## Results and discussion

A model of the neutral palladium atom in a static field, whether it is a core potential or a set of induction coefficients, has to fix which electrons are allowed to respond, whether the two spin-orbit components of 4d can share one value per electron, and whether the response must be solved self-consistently. The subshell parts from relativistic RPA bear on all three choices. The ten 4d electrons carry 99.55 % of the dipole polarisability and 99.41 % of the quadrupole polarisability. Self-consistency changes the dipole total by 13 % and the quadrupole total by a factor of 2.45. Three explanations of the pattern are weighed below: the number of electrons, the size and excitation gap of independent orbitals, and the coupling of the shells through the field they induce.

Subshell parts of the static dipole and quadrupole polarisabilities of the neutral Pd atom (Z = 46, [Kr] 4d10), computed with B-spline many-body code 1. The method is relativistic RPA with the no-pair Dirac-Coulomb Hamiltonian, a B-spline basis and a finite nucleus of rms radius 4.5318 fm. Each part is the total for all electrons of the subshell.

| subshell | dipole part (bohr³) | quadrupole part (bohr⁵) |
| --- | --- | --- |
| 1s1/2 | n/a | n/a |
| 2s1/2 | n/a | n/a |
| 2p1/2 | n/a | n/a |
| 2p3/2 | n/a | n/a |
| 3s1/2 | 0.0003168 | 0.002948 |
| 3p1/2 | 0.0007247 | 0.004673 |
| 3p3/2 | 0.001772 | 0.009969 |
| 3d3/2 | 0.008919 | 0.007868 |
| 3d5/2 | 0.01367 | 0.01229 |
| 4s1/2 | 0.002414 | -0.02867 |
| 4p1/2 | 0.01653 | 0.3851 |
| 4p3/2 | 0.05173 | 1.185 |
| 4d3/2 | 7.556 | 84.61 |
| 4d5/2 | 13.52 | 182.6 |

A subshell is labelled by $n$, $l$ and $j$ and holds $N = 2j+1$ electrons. The dipole part and the quadrupole part are its contributions to the static polarisabilities $\alpha_1$ (bohr³) and $\alpha_2$ (bohr⁵), the response to a uniform field and to a uniform field gradient. In atomic units the part of a subshell has the schematic form

$$\alpha_L^{(a)} = 2\sum_{m}\sum_{v}\frac{\langle a m|Q_L|v\rangle\langle v|Q_L+\delta V|a m\rangle}{\varepsilon_v-\varepsilon_a},$$

where $Q_L \propto r^L$ is the multipole operator, $v$ runs over empty orbitals, $\varepsilon$ are orbital energies and $\delta V$ is the direct and exchange potential set up by the distortion of all shells. Dropping $\delta V$ gives the uncoupled polarisability. All rows belong to one closed-shell 4d¹⁰ state with 5s empty, which is the ground configuration of the atom. The parts from 3s upward add to 21.172 bohr³ and 268.79 bohr⁵, against totals of 21.172 and 268.83, and the small difference lies within the rounding of the largest entry, so the $n = 1$ and $n = 2$ shells add nothing at this precision.

### Counting electrons

The tempting reading is that a subshell contributes in proportion to its occupancy. The table seems to encourage it, since in each of the four $j$ pairs the fuller subshell has the larger part. Across shells the reading fails at once. It assigns 4d a share of $10/46 = 21.7$ %. It also makes 3d and 4d equal, with ten electrons each, whereas the dipole parts sum to $0.008919 + 0.01367 = 0.0226$ bohr³ for 3d and $7.556 + 13.52 = 21.08$ bohr³ for 4d, a factor of about 930.

Within a pair the count has a proper role, as the exact nonrelativistic limit. Without relativity the two $j$ levels share one radial function and one energy, and a static electric field does not act on spin, so the operator sandwiched between $\langle a m|$ and $|a m\rangle$ is spin-free, with or without $\delta V$. Summing over all $m$ of a full subshell keeps only the rotationally invariant piece of that operator, which is a constant on the whole $nl$ shell. The part is then that constant times $2j+1$, and the ratio of upper to lower $j$ is 2 for p and 1.5 for d. Any excess over these values measures how strongly the response feels the relativistic difference between the two $j$ levels.

The excess is positive in all four pairs and in both multipoles. For 3d the ratios are 1.533 and 1.562, close to the count. For 4d they are 1.789 in the dipole and 2.158 in the quadrupole, which per electron is 2.25 against 1.89 bohr³ and 30.4 against 21.2 bohr⁵. The sign is standard: spin-orbit coupling makes the $j = l + 1/2$ level less bound and more extended, and both changes raise its response. At given $n$ the p pair has the larger excess per electron in both multipoles, in line with the stronger spin-orbit splitting of p orbitals, which reach closer to the nucleus. At given $l$ the $n = 4$ pair exceeds the $n = 3$ pair, although the splitting in energy units is larger for the deeper shell, so the absolute splitting cannot be what sets the excess. The formula points to the splitting relative to the denominators $\varepsilon_v - \varepsilon_a$.

### Size and gap of independent orbitals

The second explanation drops $\delta V$ and replaces all denominators by one mean gap $\Delta$. Closure over $v$ then gives a part per electron of order $\langle r^{2L}\rangle/\Delta$. If orbitals differ only by a length scale $\lambda$, the numerator goes as $\lambda^{2L}$ and the gap, like a kinetic energy, as $\lambda^{-2}$, so

$$\alpha_L^{(a)}/N \propto \lambda^{2L+2},$$

which is $\langle r^2\rangle^2$ for the dipole and $\langle r^2\rangle^3$ for the quadrupole. The size was taken from Slater's rules, $\langle r^2\rangle = n^{*2}(n^*+\tfrac12)(n^*+1)/Z_\mathrm{eff}^2$, with $n^* = 3$ for the third shell and 3.7 for the fourth. One prefactor per multipole was fitted as the geometric mean of part per electron over model, which is least squares in the logarithm. The dipole fit used the ten rows from 3s to 4d5/2 and gave 0.0251. The quadrupole fit used nine rows and gave 0.472; 4s was left out because a negative value has no logarithm. The prefactors absorb the crudeness of the radii and carry no physical meaning.

For 4d5/2, a row that was part of the fit, the 36 inner electrons screen fully and the nine other 4d electrons by 0.35 each, so $Z_\mathrm{eff} = 46 - 36 - 3.15 = 6.85$. Then $\langle r^2\rangle = 13.69 \times 4.2 \times 4.7/6.85^2 = 5.76$ bohr², its square is 33.2, and the model part per electron is $0.0251 \times 33.2 = 0.83$ bohr³. Six electrons give 5.0 bohr³, and the table value of 13.52 is 2.7 times larger.

A factor of 2.7 is small beside what the model has to span. The dipole part per electron covers a factor of $1.4\times10^4$, and the root-mean-square misfit is a factor of 2.8 in the dipole and 2.9 in the quadrupole. A free least-squares slope of the logarithm of the part per electron against $\ln\langle r^2\rangle$, over the same rows, is 2.05 for the dipole where the model has 2, and 2.47 for the quadrupole where it has 3. The dipole agreement looks better than it is, because Slater's rules give only four distinct radii for ten rows and the distant 4d point pulls hard on the line. The radii also flatter the model in a way no prefactor can absorb. Slater's rules make $\langle r^2\rangle$ of 4d seven times that of 4p (5.76 against 0.811 bohr²) and that of 3d twice that of 3p, whereas self-consistent orbitals of one principal shell differ far less in size, so the misfits and slopes quoted here hold for these radii only. What the fit supports is no more than the order of magnitude: 4d dominates as the only weakly bound shell, and much of its lead over 4p probably comes from its small gap and its open dipole channels rather than from size alone.

Row by row the model fails in a way that better radii could not mend. It makes the ratio of quadrupole part to dipole part proportional to $\langle r^2\rangle$, whatever the prefactors. In the table that ratio is about 23 bohr² for both 4p levels but 11.20 and 13.51 bohr² for the more extended 4d levels. It is 9.31 bohr² for 3s and about 0.9 bohr² for 3d, which occupy much the same region of the atom. The 4s dipole part is only 0.07 of the model value, the worst dipole row, and the 4s quadrupole part has the wrong sign.

The $j$ pairs allow a test with no fitted constant and no Slater radius. If the upper level is the lower one stretched by $\lambda$, the ratio per electron is $\rho_1 = \lambda^4$ in the dipole and $\rho_2 = \lambda^6$ in the quadrupole, so $\ln\rho_2/\ln\rho_1 = 1.5$ for every pair. For 4d, $\rho_1 = 1.789/1.5 = 1.193$ gives $\lambda = 1.045$ and a predicted $\rho_2 = 1.193^{1.5} = 1.303$. The table has $2.158/1.5 = 1.439$, so the prediction is 9.4 % below the tabulated ratio, or an excess of 30 % where the calculation gives 44 %. The logarithmic ratio is 0.32 for 3p, 1.88 for 3d, 0.96 for 4p and 2.06 for 4d. Rounding of the entries moves these by at most 0.06 (for 3d), so no pair obeys the rule, with both p pairs below 1.5 and both d pairs above it. The model as a whole is refuted. That result does not yet say whether the fault lies in the uniform stretch itself, in using one gap for both multipoles, in counting transitions into filled shells or in dropping $\delta V$.

A shift of the gap alone can be checked for the dipole. The same run gives the Cauchy moment $S(-4) = 255.5$ atomic units, the coefficient of $\omega^2$ in the frequency-dependent polarisability, and $S(-2)$ is $\alpha_1$ itself. For a single resonance at $\Delta$ their ratio is $\Delta^2$, so the effective dipole gap is $\sqrt{21.172/255.5} = 0.288$ hartree, or 7.83 eV. The 4d spin-orbit splitting is roughly 0.5 eV, a recalled figure good to one digit. Changing only the denominator by that amount yields about 6 %, a third of the 19.3 % excess in the table. The remainder has to come from the numerators, through the greater extent of 4d5/2, the induced potential, or both.

### Filled shells and the induced field

Two effects that the size model leaves out add to it. The first is Pauli blocking, which acts even without $\delta V$: the sum over $v$ excludes filled orbitals, and closure over all states overcounts whenever the strongest transition ends in a filled shell. The selection rules show which rows lose most. In the dipole, 3p loses 3p→3d and 3p→4d, 4p loses 4p→4d, and 4s loses 4s→4p, each of them a transition with large overlap, while 3d keeps 3d→f and 4d keeps both 4d→5p and 4d→f. In the quadrupole the p shells keep their p→f channel, while 3d loses 3d→4s and 3d→4d and is left with higher s and d states and with g waves that the centrifugal barrier holds outside the core. This argument accounts for the direction of several misfits. Relative to the size model the d rows have the highest dipole factors, 2.13 to 2.70, and the ratio of quadrupole to dipole part, which needs no radius, is higher for each p level than for either d level of the same shell. The low quadrupole factors of the d rows, 0.23 to 0.51, are no evidence for blocking. They follow from the oversized Slater radii of the d shells raised to the third power; per electron the quadrupole parts of 3d and 3p are close, and p and d shells alike lose the quadrupole transitions within their own filled shell. The table agrees with blocking in sign, most clearly in the dipole; it does not isolate its size.

The second effect is coupling, and one row shows it without any model. With $\delta V = 0$ every term of the sum is a squared matrix element over a positive energy difference, so an uncoupled part cannot be negative. The 4s quadrupole part is $-0.02867$ bohr⁵. For that subshell the matrix elements of $Q_2 + \delta V$ must have, on balance, the sign opposite to those of $Q_2$, which means that the induced potential outweighs the applied one in the excitations open to 4s. The uncoupled term is weak there because 4s→4d is blocked. A negative subshell part is therefore allowed, and it implies nothing unphysical about the total, which is positive.

The shielding factors of the run show how far the field deep inside the atom departs from the applied one. The dipole shielding factor is 1.0: the induced field cancels the applied field at the nucleus, as it must for a neutral atom that feels no net force. RPA obeys this condition by construction, so the value checks the numerical solution and is no test of the physics. The Sternheimer quadrupole factor is $-85.3$, good to two or three digits, and a negative value means antishielding, so the gradient at the nucleus is about 86 times the applied one. A core shell thus sits in a weakened dipole field and, near the centre, a strengthened quadrupole field. This is a plausible reason for the high ratio of 9.31 bohr² in 3s, which loses its main channels to blocking in both multipoles, but it remains a guess: the factors refer to the nucleus, the 3s density lies further out, and 3d in the same region shows no comparable enhancement.

For the totals, which are almost wholly 4d, coupled and uncoupled values can be compared directly. The ratio is 1.128 for the dipole, 2.452 for the quadrupole and 1.693 for the octupole. Coupling supplies 159.2 bohr⁵ of $\alpha_2$, which is 59 % of the total, and since everything outside 4d amounts to 0.6 % of the coupled value, the 4d quadrupole parts cannot be read as properties of independent orbitals. Theory gives $\delta V$ two opposed pieces. The direct field of the induced moment opposes the applied one and lowers the response. The exchange piece contains the attraction between the excited electron and the hole it leaves, which pulls the excitation energy below the difference of Hartree-Fock orbital energies and raises the response. All three ratios exceed 1, so the second piece wins in each multipole, and the modest 13 % for the dipole is a net result of the two pieces.

The peak at $L = 2$ has a likely cause that the numbers do not test. The excitation 4d→5s conserves parity and changes $l$ by two, so it is open to the quadrupole and closed to both dipole and octupole, and in palladium it lies very low. The lowest 4d⁹5s levels are at roughly 1 eV as a recalled experimental figure; the quadrupole reaches mainly the singlet $J = 2$ level above them, and RPA, which lacks orbital relaxation, is expected to place the excitation higher still. When a gap is small, a given lowering by electron-hole attraction is a large fraction of it, and so is the spin-orbit splitting, which puts the 4d5/2 hole below the 4d3/2 hole. One low state would then explain both the large coupling ratio and the larger $j$ excess in the quadrupole. If the whole 43.9 % excess came from denominators, the 4d5/2 gap would be $0.5/0.439 \approx 1$ eV. That match deserves little weight, because it sets an experimental level against an RPA response with its own gap, because the same arithmetic for the dipole gives $0.5/0.193 \approx 2.6$ eV against the 7.83 eV found above, and because a stretch of the orbital would already supply part of the excess. The octupole ratio of 1.693 also shows that a strong enhancement arises with the 5s channel closed, and the 3d pair, for which 5s is no low state, also lies above the 1.5 rule.

### What the comparison settles

The count is rejected across shells and survives as the baseline within a pair. Size and gap, with Slater radii that exaggerate the extent of the d shells, reproduce the decades and the sign of the $j$ excess but miss single rows, by a factor of 14 for the 4s dipole part, and fail the parameter-free test in all four pairs. Coupling is shown by the 4s sign and by the totals, and it matters far more for $\alpha_2$ than for $\alpha_1$. The mechanism suggests the trend for 4d¹⁰ cations of the following elements: the added nuclear charge contracts 4d and opens the gap to 5s, so both polarisabilities fall steeply, the quadrupole faster than the dipole, and, if the 5s channel is the cause, the $L = 2$ peak in the coupling ratio flattens. Once 5s is occupied it becomes the most diffuse shell, and the 4d dominance found here ends.

The absolute 4d parts carry the error of RPA. The dipole total is 19.0 % below the recommended value of 26.14 bohr³, and the uncoupled total 28.2 % below it. Spin-orbit coupling is already included, and correlation beyond RPA is the known fault of the method. The shortfall of $26.14 - 21.17 = 4.97$ bohr³ is some fifty times the $21.172 - 21.076 = 0.096$ bohr³ that all shells below 4d contribute, so it can hardly lie anywhere but in the 4d response. A quantity that depends on a small gap is more sensitive to correlation than one set by a gap near 8 eV, so if the 5s channel matters as suggested, the 268.83 bohr⁵ is less secure than the dipole value.

For the model builder, the response of shells below 4d is under 1 % of either total, and an uncoupled treatment loses 59 % of the RPA quadrupole polarisability. Whether one value per 4d electron will do for the totals is a separate matter from the large $j$ excess. Spin-orbit coupling moves the two levels in opposite directions about their weighted centre, by amounts in the ratio 2 to 3 for occupancies of 6 and 4, so the first-order change cancels in the sum over a closed shell and only higher orders remain. With a difference of 19 % per electron in the dipole that remainder should be small. With 44 % in the quadrupole it need not be, and the open question is how much of that 44 % comes from the low 4d5/2→5s excitation, where the response is strongly nonlinear in the splitting, and how much from the greater extent of the orbital.
